**Estimating conformer shares by counting tickets**

The chain of 2,3,5-trifluorohexane can turn about its single bonds, so in solution the molecule is a mixture of shapes. The table lists five shapes of one stereoisomer in water at room temperature. The weight is the share of each shape among these five, and it follows from the free energy above the lowest. The third of the torsions in degrees is the angle between the two fluorines on neighbouring carbons: near 60° in size they are gauche, near 180° they are anti. The first two torsions describe the path from the remaining fluorine to this pair.

Conformers of 2,3,5-trifluorohexane, C[C@H](F)C[C@H](F)[C@H](C)F, from PySCF 2.14.0 and tblite 0.8.0: PBE0-D3(BJ)/pcSseg-1 energies in water at GFN2-xTB geometries. Free energies and weights (five conformers kept) are for 298.15 K with GFN2-xTB quasi-harmonic terms. Torsions, atoms numbered as in the SMILES: F3-C2-C4-C5, C2-C4-C5-F6, F6-C5-C7-F9.

```
number  torsions in degrees  GFN2-xTB energy above its lowest (kcal/mol)  DFT energy above the lowest (kcal/mol)  free energy above the lowest (kcal/mol)  weight (%)  dipole (D)
     1        (49,-178,-82)                                        0.610                                   0.190                                    0.000       42.70       1.340
     2           (76,60,66)                                        0.630                                   0.000                                    0.140       33.70       3.840
     3        (-60,-79,172)                                        0.180                                   0.880                                    0.840       10.30       2.750
     4        (167,-66,169)                                        0.000                                   1.270                                    0.850       10.10       1.740
     5        (64,-166,164)                                        0.280                                   1.660                                    1.540        3.20       3.020
```

**(a) Which feature of the shape separates the common conformers from the rare ones, and what could cause it?**

*Solution.* Look at the third torsion. It is gauche in rows 1 and 2 and anti in rows 3, 4 and 5. Both gauche rows lie below all three anti rows, in DFT energy as well as in free energy, and together they hold 76% of the weight. The two fluorines thus sit side by side in the common shapes, although they could move apart.

Three simple limits help to see why this is surprising. If only the bulk of the carbon chain mattered, the shape with the fewest gauche turns of the chain would win. That is row 1, with one turn; the other four rows have two each, so row 2 should be as rare as rows 3 to 5, which it is not. If only the repulsion between the two C–F dipoles mattered, the fluorines would choose anti, where these dipoles point in opposite directions.

The third limit is electron donation, which can explain the fluorine gauche effect, the preference of fluorines on neighbouring carbons for the gauche arrangement. A C–F bond has a low-lying empty antibonding orbital, which can accept some electron density from a filled bond on the neighbouring carbon. The overlap is best when the two bonds are anti to each other. What counts, then, is which bond stands opposite each C–F bond.

When the fluorines are anti, each C–F bond faces the other C–F bond, which is a poor donor because fluorine holds its electrons tightly. When they are gauche, a better donor takes that place: a C–H bond in row 1, a C–C bond in row 2. Donation therefore favours gauche, against the dipole repulsion. A polar solvent such as water should weaken that repulsion and so help the gauche shapes, though no gas-phase result here tests this.

The table shows the sorting, while the donation argument comes from theory. Rows 1 and 5 make the closest comparison, since their first two torsions are similar. Row 1 is lower by 1.5 kcal/mol in DFT energy, but the carbon chain also changes from anti to gauche at the same bond. This gap therefore contains more than the effect of the fluorines.

**(b) Turn this into a rule that needs no computer, and estimate the weights of rows 2 and 5.**

*Solution.* Let a gauche shape cost nothing and an anti shape cost a fixed free energy *c*. Boltzmann's law then makes a gauche shape more common than an anti shape by the factor *r* = exp(*c*/*RT*), where *RT* is about 0.59 kcal/mol at room temperature. Give each gauche shape *r* tickets and each anti shape one. The share of a shape is its tickets divided by all tickets.

The limits show what *c* does. With no cost, *r* is 1 and each of the five shapes holds 20%. With a very large cost the anti shapes vanish and the two gauche shapes hold 50% each. The computed mixture lies between these ends, and a single number says where.

Fitted to the free energies of all five rows, *c* is about 1.1 kcal/mol, which makes *r* about six. The rule is then easy to remember: six tickets for gauche, one for anti. The five shapes hold 6 + 6 + 1 + 1 + 1 = 15 tickets.

- Row 2 is gauche: 6/15 = 40%. The computed weight is 33.7%.
- Row 5 is anti: 1/15 ≈ 7%. The computed weight is 3.2%.

Both rows were part of the fit, so they illustrate the rule and do not test it independently. A somewhat fairer trial takes the cost from a simpler molecule. For 1,2-difluoroethane the gauche preference is roughly 0.8 kcal/mol, a recalled figure for the gas phase, not for water. Used here unchanged, it leaves a largest miss of about 7 percentage points, hardly more than the fitted cost does.

**(c) How good is the rule over the whole table, and where does it stop working?**

*Solution.* Its typical (rms) miss is 4 percentage points, against 15 for the guess that all shapes are equally common. The largest miss, about 6 points, is that of row 2. For rare shapes the relative error is the more telling one: the rule gives row 5 twice its computed weight and rows 3 and 4 about two thirds of theirs. The analysis printed after this text gives the comparison row by row.

The rule leaves much out. It ignores two of the three torsions, and at the third it does not ask which way a gauche turn goes. That direction decides whether the carbon chain is anti at this bond, as in row 1, or gauche, as in row 2. The rule therefore cannot rank shapes within a class, although rows 3 and 5 differ by 0.7 kcal/mol in free energy. For rows 1 and 2 even the calculation gives no firm order. Row 2 is lower in DFT energy and row 1 in free energy, in both cases by less than 0.2 kcal/mol.

The rule also needs a sound list of shapes, because every share depends on the total number of tickets. Suppose a search had overlooked one gauche shape. The total would rise from 15 to 21, and each gauche share would fall from 40% to 6/21, about 29%. The ratio of six between the classes would survive, but the percentages would not.

This risk is real here. The search found thirteen distinct shapes with GFN2-xTB, but only the five in the table were kept. The energies of that method favour the anti shapes and would leave the gauche pair only 23% of the mixture, where the DFT energies give it 81%. Gauche shapes that matter may therefore be among the eight left out, so the percentages hold only within the listed five. The DFT energies themselves rest on a small basis set, so a cost of "about 1 kcal/mol" is as fine as the rule deserves.

Finally, the rule covers only shapes like those listed. In none of them do the C–F bonds on the two carbons separated by one CH₂ group point the same way. Such parallel bonds repel each other strongly, and a fully stretched carbon chain would force them on this stereoisomer. Also missing are shapes in which the carbon chain makes two gauche turns in a row in opposite directions, which presses carbon groups together. Before handing out tickets, set both kinds aside; for shapes like those in the table, ask whether the neighbouring fluorines are gauche or anti.

Output of the analysis:

```
RT at 298.15 K in kcal/mol: 0.5925
fit of G on 5 rows: coefficient of anti 1.077 +/- 0.17; rms 0.261, worst 5 -0.463, leave-one-out rms 0.386
fit of G on 5 rows: coefficient of extraturn 0.8425 +/- 0.25; rms 0.443, worst 2 0.703, leave-one-out rms 0.59
weight ratio gauche to anti from the fitted cost: 6.155
Ticket rule against computed weights:
  row  rule_percent  computed_percent  miss_points  rule_over_computed
    1            40              42.7         -2.7              0.9368
    2            40              33.7          6.3               1.187
    3         6.667              10.3       -3.633              0.6472
    4         6.667              10.1       -3.433              0.6601
    5         6.667               3.2        3.467               2.083
largest miss of the ticket rule in percentage points: 6.3
rms miss of the ticket rule in percentage points: 4.098
rms miss of equal shares in percentage points: 15.34
largest miss with the recalled 0.8 kcal/mol in percentage points: 6.697
gauche total by the ticket rule in %: 80
gauche total computed in %: 76.4
gauche total from GFN2-xTB energies alone in %: 22.93
gauche total from DFT energies alone in %: 81.02
mean anti less mean gauche, GFN2-xTB energy in kcal/mol: -0.4667
mean anti less mean gauche, DFT energy in kcal/mol: 1.175
row 5 less row 1, DFT energy in kcal/mol: 1.47
```
